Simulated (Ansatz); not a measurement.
# A series in volume per atom on Sn2O5

Results calculated with Ansatz 0.2.0 development build, not measured. Equation of state of a cubic crystal from periodic Kohn-Sham density functional theory without spin; pressure corrected for the finite basis.

Cell of the first row (space group Pn-3m, No. 224):
```
cell vectors (Å)
   5.2456     0.0000     0.0000
   0.0000     5.2456     0.0000
   0.0000     0.0000     5.2456
atoms (fractions of the cell vectors)
Sn  0.00000  0.00000  0.00000
Sn  0.50000  0.50000  0.00000
Sn  0.50000  0.00000  0.50000
Sn  0.00000  0.50000  0.50000
O   0.50000  0.00000  0.00000
O   0.00000  0.50000  0.00000
O   0.00000  0.00000  0.50000
O   0.50000  0.50000  0.50000
O   0.75000  0.75000  0.25000
O   0.75000  0.25000  0.75000
O   0.25000  0.75000  0.75000
O   0.75000  0.25000  0.25000
O   0.25000  0.75000  0.25000
O   0.25000  0.25000  0.75000
```

Settings of every row: formula Sn2O5; structure type cubic X2O5; functional PBE; spin treatment none; k mesh 20x20x20; occupation method fermi-dirac; occupation width 0.061225619 eV; wave cutoff 420 eV; datasets soft-1 PAW; density cutoff ratio 4.

Limits: a cubic model structure, not a phase known at ambient conditions; no spin polarisation, a magnetic state may lie lower.

```csv
row,volume per atom (Å³),pressure (GPa),energy above lowest point (meV/atom)
1,10.31,10.291,19.75
2,10.53,6.423,8.37
3,10.749,?,?
4,10.968,-0.056,0
5,11.188,-2.753,1.96
6,11.407,-5.14,7.39
7,11.626,-7.248,15.9
```

Question: what pressure and energy above lowest point should row 3 give?

Worked fit of pressure. Take u = (V_r/V)^(2/3) − 1 with V_r = 11.078 Å³ an atom, which is twice the finite (Eulerian) strain; such expansions in the strain, on which the Birch-Murnaghan equation of state is built, carry the rest volume and the bulk modulus. The shown rows have u = 0.04906, 0.0344, 0.00667, -0.00657, -0.01932, -0.03168. Least squares give pressure = −1.4461 + 204.982 × u + 696.27 × u² GPa; a straight line predicts inner rows, each left out in turn, worse (root mean square 0.44 against 0.012 GPa). The rows lie off it by 0.005, -0.006, -0.008, 0.010, 0.006, -0.007 (root mean square 0.0072 GPa). The pressure vanishes at u = 0.0069, or V = 10.96 Å³ an atom, and there the bulk modulus at fixed shape and fractions is B = −V dP/dV = (2/3)(1 + u) dP/du = 144 GPa. The withheld row has u = 0.0203, so the fit gives −1.4461 + 204.982 × (0.0203) + 696.27 × (0.0203)² = 3.002 GPa.

The calculation gave 2.989 GPa. The fit lies 0.013 GPa (0.074 % of the column's range) above it; its largest miss of a shown row is 0.010 GPa.

Worked fit of energy above lowest point. Take u = (V_r/V)^(2/3) − 1 with V_r = 11.078 Å³ an atom, which is twice the finite (Eulerian) strain; such expansions in the strain, on which the Birch-Murnaghan equation of state is built, carry the rest volume and the bulk modulus. The shown rows have u = 0.04906, 0.0344, 0.00667, -0.00657, -0.01932, -0.03168. Least squares give energy above lowest point = 0.518 − 148.68 × u + 10787.7 × u² + 4774 × u³ meV/atom; a parabola predicts inner rows, each left out in turn, worse (root mean square 0.096 against 0.016 meV/atom). The rows lie off it by 0.00, 0.01, -0.01, 0.00, 0.01, 0.00. Its lowest point lies at u = 0.0069, or V = 10.96 Å³ an atom, and the curvature there gives the bulk modulus at fixed shape and fractions, B = (4/9)(1 + u)² E″(u)/V = 143 GPa. The withheld row has u = 0.0203, so the fit gives 0.518 − 148.68 × (0.0203) + 10787.7 × (0.0203)² + 4774 × (0.0203)³ = 1.99 meV/atom.

The calculation gave 1.97 meV/atom. The fit lies 0.02 meV/atom (1 % of the value, 0.1 % of the column's range) above it; its largest miss of a shown row is 0.01 meV/atom.
